A single crystal of TiO is calculated eight times with the density functional r2SCAN. The atoms never move. What changes is the k mesh, the grid of wave vectors at which the electron states are computed. A label such as 6x6x4 gives the number of divisions along the two equal in-plane directions and along the third axis, c.

The gap on mesh is the distance from the highest filled to the lowest empty level found at any grid point. The direct gap on mesh is the smallest such distance with both levels at the same point. The two agree in every row, so one number per mesh is enough here.

Kohn–Sham gaps of TiO (space group P-6m2, 2 atoms per cell) at fixed geometry, computed with Ansatz 0.2.0 using r2SCAN, scalar-relativistic PAW potentials (set soft_2) and a 500 eV plane-wave cutoff. The runs are not spin-polarized and use Gaussian occupations of width 0.01 eV. All k meshes are Γ-centred, and the gaps consider only levels at mesh points.

```tsv
k mesh	gap on mesh (eV)	direct gap on mesh (eV)
1x1x1	3.368	3.368
3x3x2	0.180	0.180
3x3x4	0.179	0.179
6x6x4	0.169	0.169
6x6x6	0.169	0.169
12x12x10	0.172	0.172
12x12x8	0.172	0.172
18x18x12	0.172	0.172
```

**(a) A tempting reading is that every refinement brings the grid nearer to the true band edges, so that the gap keeps shrinking. Does this picture survive the table?**

**Solution.** The picture has a sound basis. Near its top or bottom a band is usually curved like a parabola, so a grid that misses the edge by a small distance gets its energy wrong by an amount that grows as the distance squared. If that distance shrinks with the grid spacing, the excess of the gap should fall roughly as $1/n^2$, where $n$ is the in-plane division. Tied to the first row ($n=1$) and the last ($n=18$), the law has no free constant:

$$E(n)=E_{18}+(E_1-E_{18})\,\frac{1/n^2-1/18^2}{1-1/18^2}$$

For the 3x3x2 mesh the fraction is 0.108. The whole fall from first to last row is 3.197 eV, so an excess of about 0.35 eV should remain and the gap should be near 0.52 eV. The calculation gives 0.18 eV. This row was not used to set the law, and the law misses it by more than the gap itself.

One could object that a parabola is a poor guide on so coarse a grid. A second test needs no assumed curve. The 12x12x8 mesh contains every point of the 6x6x4 mesh and adds new ones. If the bands stayed the same, extra points could only reveal a higher filled level or a lower empty one, so the gap could shrink or stay but never grow. It grows, by about 2.5 meV.

The rise is tiny, but its sign is informative: the bands themselves must have changed between the two runs. Refining the grid is therefore more than a search through a fixed landscape. The gradual picture fails twice, first because the fall is far too abrupt and then because the gap turns upward.

**(b) What, then, makes the gap collapse between the first two meshes? Two causes remain: the coarsest grid may look in the wrong place, or it may produce the wrong electron density.**

**Solution.** The positions of the band edges favour the first cause. The 1x1x1 mesh has only one point, Γ, where the electron wave has the same phase in every cell. In all seven other runs the highest filled and lowest empty levels both lie at the point A, halfway along the third reciprocal direction. There the wave changes sign from each cell to the next along c. A grid centred on Γ contains A only if its third division is even, which holds for every mesh in the table except the first.

Bonding explains why these two points can differ so much. Where neighbouring orbitals along c overlap in a bonding way at Γ, the change of sign makes the same contact antibonding at A, and the reverse also happens. In the simplest chain of one orbital per cell, with coupling $t$ between neighbours, the level moves by $4|t|$ from Γ to A. A coupling of a few tenths of an electronvolt thus shifts a level by an electronvolt or so. If the filled edge rises and the empty edge falls, the two shifts add up in the gap. Between the first two runs the edges do move this way, the filled one up by 2.3 eV and the empty one down by 0.9 eV, although the density changes in the same step.

The link to bonding is an argument from general theory. The calculation reports where the edges lie but not which orbitals form them, so the chain shows only that a change of this size is reasonable.

The simplest model of the table is therefore a step: once A is in the grid, the gap takes its finest-mesh value and stays there. For the meshes that contain A, this is right to within 8 meV, or 5% of the final gap. The height of the step is no test, because the first row is the only one without A and its value is simply put in.

The second cause can't be dismissed. In these calculations the electron density is built from the states on the grid, and the density in turn shapes the potential that fixes the bands. With Γ alone, the density stands on a single point. The total energy of that run lies 3.7 eV per cell above the finest mesh, and its pressure is off by 28 GPa. Both errors show how badly one point stands for the whole zone. The density is drawn from that same point, so the gap of this run may be wrong even at Γ.

How the drop of 3.19 eV divides between the two causes is left open, because both change in the same step. The deciding number would be the gap at Γ in one of the well-sampled runs. If it were still near 3 eV, the missing point A would explain nearly everything. That number is not reported, so the location of the edges and the bonding argument together make A the likely main cause, but its share is not measured.

The same reasoning gives a guess for a mesh that was not run. A 3x3x3 grid centred on Γ looks finer than 3x3x2, yet its odd third division skips A. It should report a larger gap, unless an equally narrow one lies elsewhere in the zone.

**(c) Once A is included, what still moves the gap, and which mesh is good enough for which quantity?**

**Solution.** From 3x3x2 onward the edges stay at A, so the remaining changes are shifts of the levels at one fixed point. The grid now acts on them through the density, the cause that part (b) could not separate. Here it can be seen alone, and it is small: the gaps of all these meshes lie within about 10 meV of each other.

The table also shows which direction matters for this effect. Going from 3x3x4 to 6x6x4 refines only the in-plane grid and lowers the gap by 10 meV. Going from 3x3x2 to 3x3x4 refines only the third direction and changes it by less than 1 meV. Both edges do rise in that second step, by about 20 meV, but they rise together and the gap hardly notices. The third division is thus decisive for reaching A, but after that the gap depends mostly on the in-plane division.

Total energy behaves differently, because it sums over all filled states in the whole zone, whereas the gap depends on two levels at one point. At 3x3x2 the gap is already within 8 meV of its final value, while the energy is still 88 meV per cell too high. At 6x6x4 the order is reversed: the energy agrees with the finest mesh to better than 0.1 meV per cell, and the gap is still almost 3 meV too low.

That close agreement in energy should not be taken as proof of convergence. Refining further to 6x6x6 moves the energy away again, by about 2 meV per cell, so errors evidently cancel at 6x6x4. A safer sign is that several successive meshes agree. From 12x12x8 on, the gap holds to 0.2 meV and the energy to well below 0.1 meV per cell.

For an estimate of the gap to 10 meV, 3x3x2 would have been enough here, but only because it happens to contain the right point. For total energies good to a few meV per cell, the 6x6 meshes are the first in the table that suffice. The practical rule is to ask first whether the grid contains the points where the edges lie, and only then how dense it is.

A settled value of 0.172 eV is still a value on a grid. A narrower gap, or even a crossing of bands, could hide between the grid points, for instance on the line from Γ to A. A band calculation along that line would be a good first check, but the rest of the zone must also be free of crossings before this crystal can be called a semiconductor.

The number also belongs to a particular model of TiO. The electrons were forced to pair, although titanium with two d electrons could well carry a magnetic moment. The cell is strongly stretched, with a pressure near −40 GPa, so a free crystal would contract. Functionals of this kind also commonly give gaps that are too small. A finer mesh cures none of these.

The printed analysis after this text compares the creeping and step pictures with every row and sets the convergence of gap, energy and pressure side by side.

Output of the analysis:

```
Gap in eV, computed and by two simple pictures:
       row  computed  creeping edge  step at A
     1x1x1     3.368          3.368      3.368
     3x3x2    0.1796         0.5183     0.1719
     3x3x4    0.1793         0.5183     0.1719
     6x6x4    0.1692         0.2511     0.1719
     6x6x6    0.1693         0.2511     0.1719
  12x12x10    0.1717         0.1843     0.1719
   12x12x8    0.1717         0.1843     0.1719
  18x18x12    0.1719         0.1719     0.1719
Difference from the 18x18x12 mesh:
       row  gap (meV)  energy (meV per cell)  pressure (GPa)
     1x1x1       3197                   3676           28.16
     3x3x2       7.69                  87.84          0.3431
     3x3x4       7.43                  49.96          0.2165
     6x6x4      -2.66                   0.06         0.03822
     6x6x6      -2.62                  -1.87         0.00206
  12x12x10       -0.2                   0.02         0.00124
   12x12x8      -0.19                   0.03          0.0014
  18x18x12          0                      0               0
Fall of the gap from 1x1x1 to 3x3x2 (eV): 3.189
Largest miss of the step picture among meshes with A (meV): 7.69
Miss of the creeping picture at 3x3x2 (eV): 0.3387
Gap change 6x6x4 to 12x12x8, nested meshes (meV): 2.47
Gap change 6x6x6 to 18x18x12, nested meshes (meV): 2.62
Gap change 3x3x4 to 6x6x4, in-plane division only (meV): -10.09
Gap change 3x3x2 to 3x3x4, third division only (meV): -0.26
Gap change 6x6x4 to 6x6x6, third division only (meV): 0.04
Spread of the gap among meshes with A (meV): 10.35
Pressure on the finest mesh of the table (GPa): -39.62
```
